Question

Single atoms and small molecules are placed on black phosphorus and relaxed in density-functional calculations. The adsorption energy is taken relative to the clean slab and the free adsorbate, so a more negative value means stronger binding. The start site says where the adsorbate was placed, which need not be where it ended. Carbon shows this: its hollow and top starts give the same energy, dipole change and contact, so they count as one state. Fluorine is a harder case: its hollow run started and ended below the top P atoms, with the layer torn open, so that row does not describe F adsorbed on an intact surface. Three results for the bridge start are hidden: those of CH, Zn and Ti. This site lies midway between two top phosphorus atoms that are about 3.2 Å apart and not bonded to each other. Predict each of them, with a range that reflects how much the other rows can tell.

One adsorbate per 1×1 cell of a black phosphorus (010) slab, relaxed with half the P atoms fixed and the starting symmetry kept. Ansatz 0.2.0, scalar-relativistic plane-wave PAW, PBE+D3(BJ), 420 eV cutoff, 9×7×1 k mesh; only the Ti cell is spin-polarised. Energies are relative to the clean slab and free spin-polarised adsorbate; dipoles are along the outward normal.

```
adsorbate  start site  start site atoms  adsorption energy (eV)  dipole change (e Å)  shortest contact  shortest contact length (Å)
        C      bridge               P-P                  -4.992              -0.1100               C-P                        1.689
        C      hollow             P-P-P                  -5.354              -0.0650               C-P                        1.719
        C         top                 P                  -5.354              -0.0650               C-P                        1.719
       CH      bridge               P-P                       ?                    ?                 ?                            ?
       CH      hollow             P-P-P                  -5.231               0.0920               C-P                        1.770
       CH         top                 P                  -3.196              -0.0850               C-P                        1.684
       CO         top                 P                  -0.171               0.0030               C-P                        3.135
        F      bridge               P-P                  -2.183              -0.1600               F-P                        2.123
        F      hollow             P-P-P                  -2.493              -0.0690               F-P                        1.674
        F         top                 P                  -3.426              -0.1010               F-P                        1.647
       Ti      bridge               P-P                       ?                    ?                 ?                            ?
       Zn      bridge               P-P                       ?                    ?                 ?                            ?
       Zn      hollow             P-P-P                  -0.620              -0.0030              Zn-P                        2.848
       Zn         top                 P                  -0.728               0.0000              Zn-P                        3.224
```

Model answer

Begin with the number of bonds that each adsorbate can form. Fluorine needs one bond and binds best from the top start, above a single P atom. CH has three free valences, and it binds 2.0 eV more strongly from the hollow than from the top. Valence offers a likely reason: several P neighbours can use bonding capacity that one neighbour leaves idle. The table does not list the final bonds, so this is argued and not shown.

Bond length alone would mislead here. CH from the top has a contact 0.09 Å shorter than CH from the hollow, yet it is far more weakly bound. A short contact can mark one strong bond, but the adsorption energy counts all the bonds, and also the cost of distorting the surface.

For CH on the bridge, carbon is the guide: its bridge start gives weaker binding than its hollow start, by 0.36 eV. Fluorine shows a similar difference, 0.31 eV, but its hollow run ended inside a torn layer, so this is not a step between two sites on the surface and lends the rule no support. The estimate below averages the two numbers, though carbon alone gives the same result to the rounding shown. Added to the hollow energy of CH, the mean gives

E(CH, bridge) ≈ −5.23 + ½ (0.36 + 0.31) ≈ −4.9 eV

The range should be wide, ±0.7 eV, because the rule really rests on one adsorbate. Starting on top instead of in the hollow costs CH 2.0 eV but makes no difference to C, so a start site does not carry a fixed energy that can be passed from one adsorbate to the next. The CH runs, including the hollow one that anchors the estimate, also left out spin polarisation, although their cells have an odd number of electrons. The same is true of the F runs. The prediction is therefore that CH on the bridge binds more weakly than in the hollow, but much more strongly than on top.

Zinc calls for a different argument. Its outer s shell is full, so it has no unpaired electron with which to form a directed bond, and the choice of site should matter little. The hollow and top starts bear this out, with energies only 0.11 eV apart and long contacts to P. Their mean gives −0.67 ± 0.15 eV for the bridge.

Titanium has no other site to start from, so its value is an informed guess. Its open d shell can bond strongly to phosphorus, much as it bonds to other Ti atoms in the metal. If the surface returns about the cohesive energy of the metal, roughly 4.9 eV, the prediction is −4.9 ± 1.5 eV. Scaling the zinc result by the cohesive energies of the two metals (roughly 1.4 eV for zinc; both are recalled values) would give only about −2.4 eV, but that assumes that both metals bond to phosphorus in the same way.

The withheld rows as computed:

```
adsorbate  start site  start site atoms  adsorption energy (eV)  dipole change (e Å)  shortest contact  shortest contact length (Å)
       CH      bridge               P-P                  -4.833               0.1180               C-P                        1.723
       Ti      bridge               P-P                  -4.228               0.0700              Ti-P                        2.369
       Zn      bridge               P-P                  -0.597               0.0040              Zn-P                        2.810
```

Remarks on the reasoning

All three values lie within their ranges, and all three predictions are somewhat too strongly bound. None of the hidden rows entered the averages. The output printed after this text lists the predictions and their misses.

The CH prediction is off by only 0.06 eV. Its own step from hollow to bridge is 0.40 eV, close to the 0.36 eV of C. Two similar steps support the rule for C and CH only, and they do not reveal its cause. The 0.31 eV of fluorine is close by accident: it compares an atom inside a torn layer with one that, from the bridge start, stays 2.12 Å from P, too far for a normal P–F bond. Several of the C, CH and F runs also carry a warning that the exchange-correlation potential is rough where the density is thin, so a match this close may be partly luck. One possible cause for C and CH is symmetry: the bridge start lies on a twofold axis and the bridge runs kept that symmetry, so the adsorbate could not move sideways and may sit at a saddle. The hollow and top runs kept a mirror plane, so they are not proven minima either. Releasing the symmetry would test this.

Zinc is the useful contrast, because its bridge and hollow energies differ by only 0.02 eV. The step found for C and CH thus keeps its sign but not its size in eV for this weakly bound closed-shell atom: it is about 4 percent of the hollow binding, against 7 to 8 percent for the other two. The bridge start has the shortest Zn–P contact of the three and yet the weakest binding, so contact length is again a poor guide. The top run carries a warning that a switch in the dispersion term is within reach, so its small lead over the other two starts is less certain. With one atom in every surface cell, these energies also include the interaction between neighbouring Zn atoms and should not be used for an isolated atom.

Titanium is bound by 4.2 eV, and the prediction overshoots this by 0.7 eV, about a sixth. The estimate scaled from zinc falls short by 1.9 eV. Both estimates rest on rough recalled cohesive energies, and the values of PBE itself are expected to differ enough to narrow this gap, so the comparison is only weak support for treating titanium as an open-shell atom that bonds to phosphorus. The run says more: the Ti cell, the only one computed with spin, keeps a moment of 2.0 μB, and its Ti–P contact of 2.37 Å is shorter than the 2.81 Å of zinc on the bridge although titanium is the larger atom. Neighbouring Ti atoms may also bond to each other in so dense a layer, where they sit 3.322 Å apart, however, so part of the binding may not come from phosphorus. The cohesive energy gave the right size of the binding, but it is no general rule for metals: zinc, with a cohesive energy of roughly 1.4 eV, is bound here by only about half of that.

Printed output of the fit:

```
C, bridge less hollow energy (eV): 0.362
F, bridge less hollow energy (eV): 0.31
Mean bridge less hollow step of C and F (eV): 0.336
CH, top less hollow energy (eV): 2.035
F, top less hollow energy (eV): -0.933
Zn, top less hollow energy (eV): -0.108
CH, top less hollow contact length (Å): -0.086
Forecast CH bridge, range plus or minus 0.7 (eV): -4.895
Forecast Zn bridge, range plus or minus 0.15 (eV): -0.674
Forecast Ti bridge, range plus or minus 1.5 (eV): -4.9
Rival for Ti bridge, scaled from Zn by cohesive energies (eV): -2.359
Computed CH bridge (eV): -4.833
Computed Zn bridge (eV): -0.597
Computed Ti bridge (eV): -4.228
Miss CH bridge, forecast less computed (eV): -0.062
Miss Zn bridge, forecast less computed (eV): -0.077
Miss Ti bridge, forecast less computed (eV): -0.672
Miss of the rival for Ti, rival less computed (eV): 1.869
CH, computed bridge less hollow energy (eV): 0.398
Zn, computed bridge less hollow energy (eV): 0.023
Zn, computed bridge less top energy (eV): 0.131
CH bridge, computed contact length (Å): 1.723
Zn bridge, computed contact length (Å): 2.81
Ti bridge, computed contact length (Å): 2.369
```
